**Q:** I have the static polarisabilities of six 2-methyltriazoles that differ in one group, from PBE0 in the gas phase. I ordered them by the electronegativity of the binding atom, and the column goes up and down. What sets the order?

Molecules *c1cnn(C)n1 (SMILES; the marked atom is the ring C bearing the group *), computed with PySCF 2.14.0 at PBE0/def2-SVPD with density fitting, in the gas phase at GFN2-xTB geometries. The polarisability is the static mean, with core orbitals frozen in the response, and the principal values are those of its tensor. The gap is LUMO minus HOMO; electronegativities are Pauling's.

```csv
group *,formula,binding atom,its electronegativity,point group,bond from the marked atom to the group (Å),electrons,valence electrons,polarisability (bohr^3),largest over smallest principal value,HOMO (eV),gap (eV)
*C#C,C5H5N3,C,2.550,Cs,1.405,56,40,79.8,2.53,-7.18,6.43
*C,C4H7N3,C,2.550,C1,1.484,52,38,67.2,1.88,-7.23,7.26
*SC,C4H7N3S,S,2.580,C1,1.737,68,44,89.2,1.94,-6.22,6.05
*Cl,C3H4ClN3,Cl,3.160,C1,1.695,60,38,68.8,2.05,-7.50,7.02
*OC,C4H7N3O,O,3.440,C1,1.338,60,44,72.3,1.84,-6.72,6.72
*F,C3H4FN3,F,3.980,n/a,1.323,52,38,55.0,1.91,-7.70,7.29
```

**A:** Begin with what the quantity is. A weak field shifts the electron cloud against the nuclei, and the polarisability α is the induced dipole per unit field, here averaged over three directions. It has the dimension of a volume: a conducting sphere of radius R has α = R³, and an electron held on a spring has an α inversely proportional to the stiffness. Large, loosely held valence shells respond strongly, and small tight ones respond little.

A molecule lies between two limits. In the local limit each atom's cloud shifts in place, and α is a sum of atomic pieces. In the delocalised limit charge flows across the whole frame through one low-lying excitation, and α follows the gap, the distance from the HOMO up to the lowest empty orbital. Your groups are ethynyl (`*C#C`), methyl (`*C`), SCH₃ (`*SC`), Cl, OCH₃ (`*OC`) and F, and the task is to find which limit they are near.

**Q:** Electronegativity measures how tightly an atom holds its electrons. Why does it do so badly?

**A:** It describes one atom, whereas the groups bring different amounts of matter. The three rows with binding atoms at 2.55 to 2.58 spread over 22.0 bohr³, out of 34.2 for the whole series. OCH₃ lies above Cl in spite of its more electronegative binding atom, and the plain reading is that it carries a methyl group as well.

Counting electrons fails from the other side, since it ignores how tightly they are held. The F and methyl compounds both have 52 electrons, 38 of them in the valence shell, yet methyl is higher by 12.2 bohr³. The standard explanation is that fluorine's high nuclear charge contracts its shell, while the same number of electrons spread over a carbon and three hydrogens sits in a larger and softer region. Both amount and softness are needed, and an atomic increment to α contains both.

**Q:** Can the softness be seen alone, with the amount fixed?

**A:** Two pairs do that, each going down a group at a fixed valence count. F to Cl raises α by 13.8 bohr³ and OCH₃ to SCH₃ raises it by 16.9, about a quarter of the lighter member's value in both cases. All three principal values of the tensor rise in both swaps, according to the same calculations. The numbers show the size; the cause is argued from atomic structure. The 3s and 3p electrons of Cl and S are kept outside a filled inner shell and screened by it, so they lie further out and are bound more weakly, while the added core electrons are far too stiff to contribute much.

**Q:** How do I test the local limit in numbers?

**A:** Write α = α(core) + Σ p, where p is the increment of each atom in the group and α(core) belongs to the unchanged methyltriazolyl part. For p I take rough recalled values for atoms within molecules, in Å³: H 0.39, sp³ C 1.1, sp C 1.3, O 0.64, S 3.0, F 0.30, Cl 2.3. The core is the only fitted number, taken as the mean of α − Σ p over the five rows without ethynyl, and it comes to 52.9 bohr³. Ethynyl is held out because its π bond can join the π system of the ring, which is the case where the local picture is in doubt.

For those five rows the rms deviation is 0.6 bohr³, and the worst is methyl, where the calculated α is 1.0 bohr³ (1.5 % of itself) below the model. Rounding a C, S or Cl increment to two figures is already worth 0.34 bohr³, which covers the smaller deviations. It doesn't remove that of methyl, because the same C and H increments enter the OCH₃ and SCH₃ rows, where the residuals are −0.2 and +0.7, and the fitted core takes up most of any change in them. A miss of 1.5 % is small for increments averaged over many molecules, and no cause for it is claimed here. The increments are empirical and have the softness of S and Cl built in. The fit therefore shows that atomic pieces transfer to this ring, and it doesn't prove why they have those sizes.

**Q:** Would you work the row that was held out?

**A:** Ethynyl has two sp carbons and one hydrogen, and 1 Å³ is (1/0.529)³ ≈ 6.75 bohr³:

- group sum: 2 × 1.3 + 0.39 = 2.99 Å³, and 2.99 × 6.75 = 20.2 bohr³
- model: 52.9 + 20.2 = 73.1 bohr³
- calculated minus model: 79.8 − 73.1 = 6.7 bohr³

The excess is 8.4 % of the calculated α. To remove it by adjusting the recalled value, each sp carbon would have to gain half of 6.7, some ten times the rounding of its increment. Taking ethynyl into the fit doesn't cure it either: the mean over six rows moves the core to 54.0 and leaves this row 5.6 bohr³ high.

**Q:** But α rises at every step as the gap falls, over all six rows. Doesn't that point to the delocalised limit?

**A:** The order is perfect, so the idea needs a proper test. In atomic units α = Σ fₙ/ωₙ², summed over excited states with energy ωₙ and oscillator strength fₙ, and the sum rule makes Σ fₙ equal to the number of electrons. Since the core orbitals are frozen in the response here, I take the valence count N. Replacing all ωₙ by one mean energy Δ gives the Unsöld estimate α = N/Δ². In the extreme delocalised limit all the strength would sit at Δ = gap, which gives 529 bohr³ for the F compound against a calculated 55.0.

Inverting the formula shows where the strength really lies. Δ = √(N/α) runs from 19.1 eV for SCH₃ to 22.6 eV for F, about three gaps in every row. This Δ only restates α per valence electron, so it tests nothing, but it says that the response comes mainly from high excitations of the many bonding and lone-pair electrons. Rescaling to α = k·N/gap², with k = 0.108 from least squares through the origin on all six rows, still leaves an rms deviation of 6.2 bohr³. That form is forced through the origin, and a straight line in the gap with an intercept would fit better, as the correlation of −0.95 implies. The telling case doesn't depend on the form. The worst row is methyl, whose gap and valence count match those of F almost exactly while its α is 12.2 bohr³ higher, and no smooth function of gap and count alone can part the two.

**Q:** Is there direct evidence on how much the low excitations give?

**A:** For two rows, methyl and OCH₃, the same calculations give the strengths and transition dipoles d of the eight lowest singlets, from which ω = 3f/(2d²) and the share f/ω² follow. The eight states supply 10 % of α for methyl and 6 % for OCH₃. The two sets end at different energies, so the shares tell only that both are small. The states with a sizeable HOMO→LUMO part give 3.1 and 3.4 bohr³; for methyl these are two states, one of them mainly from a deeper orbital, and for OCH₃ a single one.

So the frontier part changes by 0.3 bohr³ between these rows, while α rises by 5.1 and the gap narrows by 0.54 eV. For this pair the gap accompanies the rise and the frontier excitation produces little of it. SCH₃ points the same way: it has the smallest gap, 6.05 eV, and yet obeys the additive model within 1 %. A soft sulphur shell can both raise the HOMO and enlarge the atomic increment, but no single cause covers the series: against methyl, the gap narrows through a higher HOMO for OCH₃ and mainly through a lower LUMO for ethynyl. With only six rows, part of the perfect order may be chance.

**Q:** Then what is special about ethynyl?

**A:** The direction of its response. The ratio of largest to smallest principal value is 2.53, against 1.84 to 2.05 for the other five. From methyl to ethynyl the three principal values change by +1.0, +3.5 and +33.2 bohr³, so 88 % of the gain sits in the largest one.

Set that against limits again. An isolated spherical addition would put a third of its gain into each direction, and a thin conducting rod would put nearly all of it along its length. The swaps F to Cl and O to S put 54 % and 49 % into the largest value, already more than a third. A swap removes a group as well as adding one, so its share depends on what is taken out: methyl to Cl changes the three values by −1.0, 0.0 and +5.8 bohr³, more than the whole gain in the largest. From one common start, the small F, the share is 45 % for methyl, 54 % for Cl and 67 % for ethynyl, which is the most directional group but only about half way from sphere to rod. The comparison is also approximate because principal axes can turn from one row to the next and the OCH₃ and SCH₃ tensors belong to a single conformer each.

Theory offers two ways to a rod-like response, and they add. Dipoles induced head to tail reinforce each other, while side by side they weaken each other; for spherical atoms this cancels in the mean at first order and raises it at second order, most for short bonds in line. Conjugation lets π charge move between ring and triple bond, and the HOMO does have a weight of about 0.42 on the two ethynyl carbons. Such a weight is no proof, since sulphur holds about 0.48 of its HOMO in a row that is additive. That conjugation supplies most of the 6.7 bohr³ is a plausible guess which these numbers don't test; the same swap on a saturated carrier, ethane against propyne, would show how much excess appears with no ring π system to join.

**Q:** One step still bothers me. Is Cl really above methyl?

**A:** At this level it is, by 1.6 bohr³ or 2.4 % of the methyl value. The additive model sees a tie, one soft atom against four smaller pieces, with group sums differing by 0.2 bohr³, less than the rounding of an increment. Polarisabilities depend on the diffuse tail of the basis, and the effect of a larger basis or of vibrational averaging on this pair is untested. Treat the two as level, and rest the trend on the larger steps, which the count of atoms and the softness of their shells reproduce in the mean polarisability, with ethynyl the one row that lies clearly above the model.
